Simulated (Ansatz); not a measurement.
# A series in volume per atom on Sb

Results calculated with Ansatz 0.2.0, not measured. Periodic Kohn-Sham DFT of a crystal at fixed atoms; pressure and stress are positive in compression; the energy is the free energy less that of spherical unpolarised free atoms; site moments are those in the method's own spheres, positive along +z.

Cell of the first row (space group Fm-3m, No. 225):
```
CELL_PARAMETERS angstrom
0.00000 2.25790 2.25790
2.25790 0.00000 2.25790
2.25790 2.25790 0.00000
ATOMIC_POSITIONS crystal
Sb 0.00000 0.00000 0.00000
```

Settings of every row: method all-electron PAW; functional PBEsol; relativity scalar; k mesh 12x12x12; filling fermi-dirac; smearing width 0.05 eV; nucleus gaussian.

Atom start moment: 0 on all atoms.

Limits: no spin-orbit coupling on heavy atoms.

| row | volume per atom (Å³) | pressure (GPa) |
| --- | --- | --- |
| 1 | 23.023 | 11.438 |
| 2 | 23.268 | ? |
| 3 | 23.513 | 9.1 |
| 4 | 24.003 | 7.018 |
| 5 | 24.248 | 6.067 |
| 6 | 24.493 | 5.171 |
| 7 | 24.738 | 4.329 |
| 8 | 24.983 | 3.537 |
| 9 | 25.473 | 2.081 |
| 10 | 25.718 | 1.409 |
| 11 | 25.963 | 0.769 |

Question: what pressure should row 2 give?

Worked fit of pressure. Take u = (V_r/V)^(2/3) − 1 with V_r = 24.615 Å³ an atom, which is twice the finite (Eulerian) strain; such expansions in the strain, on which the Birch-Murnaghan equation of state is built, carry the rest volume and the bulk modulus. The shown rows have u = 0.04558, 0.03101, 0.01693, 0.01006, 0.00332, -0.00332, -0.00984, -0.02258, -0.0288, -0.03492. Least squares give pressure = 4.7484 + 127.044 × u + 402.09 × u² + 693 × u³ GPa; a parabola predicts inner rows, each left out in turn, worse (root mean square 0.0094 against 0.0043 GPa). The rows lie off it by -0.002, 0.005, 0.000, -0.001, -0.004, -0.002, 0.000, 0.004, 0.003, -0.004 (root mean square 0.003 GPa), a smooth pattern that one more power would take up: the form is only approximate. The withheld row has u = 0.03823, so the fit gives 4.7484 + 127.044 × (0.03823) + 402.09 × (0.03823)² + 693 × (0.03823)³ = 10.232 GPa.

The calculation gave 10.235 GPa. The fit lies 0.003 GPa (0.028 % of the column's range) below it; its largest miss of a shown row is 0.005 GPa.
